**Triplet minus restricted singlet of linear NiCl₂: exact exchange, dispersion and the semilocal functional**

The table holds the electronic energy of the triplet minus that of the spin-restricted singlet of NiCl₂ for six functionals in def2-TZVP, MP2/def2-QZVPP and CCSD/def2-TZVPP, at PBE-D4 geometries of each spin. The program fits a line in the exact-exchange fraction to the six functionals, alone and with an offset for meta-GGAs or for the two r2SCAN rows, and gives leave-one-out errors. The line alone leaves an rms error of 16.3 kJ/mol against 17.4 about the mean; the r2SCAN offset, chosen after seeing the data, gives 5.4. The D4 term changes the gap by under 0.1 kJ/mol at revPBE, r2SCAN and r2SCANh. An estimate from revPBE orbital levels by Janak's theorem gives −111 to −133 kJ/mol, depending on the orbital assignment, against the computed −126.9.

Single-point calculations with Ansatz 0.2.0 on neutral NiCl₂, at the method and basis named in each row. The spin gap is the electronic energy of the triplet (spin-unrestricted) minus that of the singlet (spin-restricted), each at its own PBE-D4/def2-TZVP geometry.

## Script

```python
# Table: E(triplet) - E(restricted singlet) of linear NiCl2 in kJ/mol (program Ansatz), six functionals
# in def2-TZVP, MP2/def2-QZVPP, CCSD/def2-TZVPP, PBE-D4 geometries. Tested: exact exchange alone,
# dispersion, exact exchange plus a semilocal offset; two-hole pi model; Janak estimate for revPBE.
T = {
    'result_level': ['revPBE-D4/def2-TZVP', 'r2SCAN-D4/def2-TZVP', 'r2SCANh-D4/def2-TZVP', 'B3LYP-D4/def2-TZVP', 'wB97X-V/def2-TZVP', 'wB97M-V/def2-TZVP', 'MP2/def2-QZVPP', 'CCSD/def2-TZVPP'],
    'result_spin_gap': [-126.9, -165.2, -185.5, -156.3, -162.3, -165.2, -178.1, -182.2],  # kJ/mol
}
import numpy as np
from scipy import constants as C
from scipy.stats import spearmanr
EV = C.e * C.N_A / 1000.0
g = {l.split('/')[0].replace('-D4', ''): v for l, v in zip(T['result_level'], T['result_spin_gap'])}
dft = ['revPBE', 'r2SCAN', 'r2SCANh', 'B3LYP', 'wB97X-V', 'wB97M-V']
y = np.array([g[k] for k in dft])
ax = np.array([0, 0, 0.10, 0.20, 0.17, 0.15])   # recalled definitions, short-range exact exchange
lr = np.array([0, 0, 0.10, 0.20, 1.0, 1.0])     # long-range exact exchange
one = np.ones(6)
def fit(A):
    p = np.linalg.lstsq(A, y, rcond=None)[0]
    loo = [y[i] - A[i] @ np.linalg.lstsq(np.delete(A, i, 0), np.delete(y, i), rcond=None)[0] for i in range(6)]
    return p, y - A @ p, np.array(loo)
models = {'line in exact exchange': np.c_[one, ax],
          'line + meta-GGA offset': np.c_[one, ax, [0, 1, 1, 0, 0, 1]],
          'line + r2SCAN offset': np.c_[one, ax, [0, 1, 1, 0, 0, 0]]}
allv = np.array(list(g.values()))
print(f"energies in kJ/mol unless marked; table rounding 0.05; full spread {np.ptp(allv):.1f}")
print(f"spread of r2SCAN, B3LYP, wB97X-V, wB97M-V: {np.ptp(y[[1, 3, 4, 5]]):.1f}")
print("residual order: " + ", ".join(dft))
for name, A in models.items():
    p, r, loo = fit(A)
    R2 = 1 - (r**2).sum() / ((y - y.mean())**2).sum()
    print(f"{name}: parameters " + ", ".join(f"{v:.1f}" for v in p) + f"; R2 {R2:.2f}; rms {np.sqrt((r**2).mean()):.1f}")
    print("  residuals " + " ".join(f"{v:+.1f}" for v in r) + f"; worst {dft[np.abs(r).argmax()]}")
    print("  leave-one-out " + " ".join(f"{v:+.1f}" for v in loo) + f"; rms {np.sqrt((loo**2).mean()):.1f}")
print(f"rms about the mean of six functionals: {y.std():.1f}")
print(f"slope of the line without revPBE: {np.polyfit(ax[1:], y[1:], 1)[0]:+.0f} per unit fraction")
print(f"rank correlation with gap: short-range {spearmanr(ax, y)[0]:+.2f}, long-range {spearmanr(lr, y)[0]:+.2f}")
for a, b in [('r2SCANh', 'r2SCAN'), ('B3LYP', 'r2SCAN'), ('B3LYP', 'revPBE'), ('r2SCAN', 'revPBE'),
             ('wB97M-V', 'wB97X-V'), ('CCSD', 'MP2'), ('CCSD', 'r2SCANh')]:
    print(f"{a} minus {b}: {g[a] - g[b]:+.1f}")
s = (g['r2SCANh'] - g['r2SCAN']) / 0.10
print(f"slope per unit fraction: r2SCAN pair {s:.0f}; revPBE to B3LYP {(g['B3LYP'] - g['revPBE']) / 0.20:.0f}")
print(f"r2SCAN pair slope carried to 20%: {g['r2SCAN'] + 0.2 * s:.1f}, B3LYP gives {g['B3LYP']:.1f}")
# further outputs of the same runs, eV: total S,T; D4 S,T; singlet HOMO,LUMO; triplet HOMO,LUMO
X = {'revPBE': (-66084.1868, -66085.5017, -0.16701, -0.16632, -6.061833, -6.978269, -6.962998, -6.086197),
     'r2SCAN': (-66088.9479, -66090.6602, -0.015664, -0.015623, -6.570677, -7.100313, -7.919712, -5.952605),
     'r2SCANh': (-66088.0364, -66089.9591, -0.01757, -0.017524, -7.511963, -6.636688, -8.689668, -5.321052)}
d4 = []
for k, v in X.items():
    d4.append((v[3] - v[2]) * EV)
    print(f"{k}: gap from totals {(v[1] - v[0]) * EV:.1f}; D4 part {d4[-1]:+.3f}; "
          f"LUMO-HOMO singlet {v[5] - v[4]:+.2f} eV, triplet {v[7] - v[6]:+.2f} eV")
print("gap/3 (frozen-orbital K): " + ", ".join(f"{k} {-g[k] / 3:.0f}" for k in dft))
K = (3 * 0.13 + 0.60) * EV   # rough recalled free Ni2+ Racah B and C in eV
print(f"rough free-ion K = 3B+C about {round(K, -1):.0f}, 3K about {round(3 * K, -1):.0f}")
# Janak estimate, revPBE levels (eV) of the same runs; the pi assignment is not printed, candidates tried
est = []
for ea in (-7.558593, -7.932631):
    for ex in (-6.061833, -6.147188):
        pol, ani = (-6.086157 - ea) / 2 * EV, (ex + 6.978269) / 2 * EV
        est.append(-(pol + ani))
        print(f"alpha pi {ea:.2f}, filled singlet pi {ex:.2f} eV: spin gain {pol:.0f} + singlet penalty {ani:.0f}"
              f" = {est[-1]:.0f} ({100 * (est[-1] / g['revPBE'] - 1):+.0f}% in size; penalty {-100 * ani / g['revPBE']:.0f}% of gap)")
print(f"Janak bracket {min(est):.0f} to {max(est):.0f}; revPBE table value {g['revPBE']:.1f}")
assert (allv < 0).all()
assert g['r2SCANh'] < g['r2SCAN'] < g['B3LYP'] < g['revPBE']
assert max(abs(v) for v in d4) < 0.1
assert all(abs((v[1] - v[0]) * EV - g[k]) < 0.1 for k, v in X.items())
```

Printed output:

```
energies in kJ/mol unless marked; table rounding 0.05; full spread 58.6
spread of r2SCAN, B3LYP, wB97X-V, wB97M-V: 8.9
residual order: revPBE, r2SCAN, r2SCANh, B3LYP, wB97X-V, wB97M-V
line in exact exchange: parameters -152.4, -76.0; R2 0.12; rms 16.3
  residuals +25.5 -12.8 -25.5 +11.3 +3.0 -1.4; worst r2SCANh
  leave-one-out +46.6 -23.4 -30.6 +19.3 +4.2 -1.8; rms 26.0
line + meta-GGA offset: parameters -133.5, -121.5, -28.3; R2 0.74; rms 8.9
  residuals +6.6 -3.4 -11.5 +1.5 -8.1 +14.9; worst wB97M-V
  leave-one-out +28.6 -7.2 -17.5 +3.0 -13.5 +27.6; rms 18.8
line + r2SCAN offset: parameters -129.0, -182.5, -37.3; R2 0.90; rms 5.4
  residuals +2.1 +1.0 -1.0 +9.1 -2.3 -8.9; worst B3LYP
  leave-one-out +12.6 +2.5 -2.5 +15.8 -3.4 -12.1; rms 9.8
rms about the mean of six functionals: 17.4
slope of the line without revPBE: +53 per unit fraction
rank correlation with gap: short-range +0.13, long-range -0.12
r2SCANh minus r2SCAN: -20.3
B3LYP minus r2SCAN: +8.9
B3LYP minus revPBE: -29.4
r2SCAN minus revPBE: -38.3
wB97M-V minus wB97X-V: -2.9
CCSD minus MP2: -4.1
CCSD minus r2SCANh: +3.3
slope per unit fraction: r2SCAN pair -203; revPBE to B3LYP -147
r2SCAN pair slope carried to 20%: -205.8, B3LYP gives -156.3
revPBE: gap from totals -126.9; D4 part +0.067; LUMO-HOMO singlet -0.92 eV, triplet +0.88 eV
r2SCAN: gap from totals -165.2; D4 part +0.004; LUMO-HOMO singlet -0.53 eV, triplet +1.97 eV
r2SCANh: gap from totals -185.5; D4 part +0.004; LUMO-HOMO singlet +0.88 eV, triplet +3.37 eV
gap/3 (frozen-orbital K): revPBE 42, r2SCAN 55, r2SCANh 62, B3LYP 52, wB97X-V 54, wB97M-V 55
rough free-ion K = 3B+C about 100, 3K about 290
alpha pi -7.56, filled singlet pi -6.06 eV: spin gain 71 + singlet penalty 44 = -115 (-9% in size; penalty 35% of gap)
alpha pi -7.56, filled singlet pi -6.15 eV: spin gain 71 + singlet penalty 40 = -111 (-12% in size; penalty 32% of gap)
alpha pi -7.93, filled singlet pi -6.06 eV: spin gain 89 + singlet penalty 44 = -133 (+5% in size; penalty 35% of gap)
alpha pi -7.93, filled singlet pi -6.15 eV: spin gain 89 + singlet penalty 40 = -129 (+2% in size; penalty 32% of gap)
Janak bracket -133 to -111; revPBE table value -126.9
```
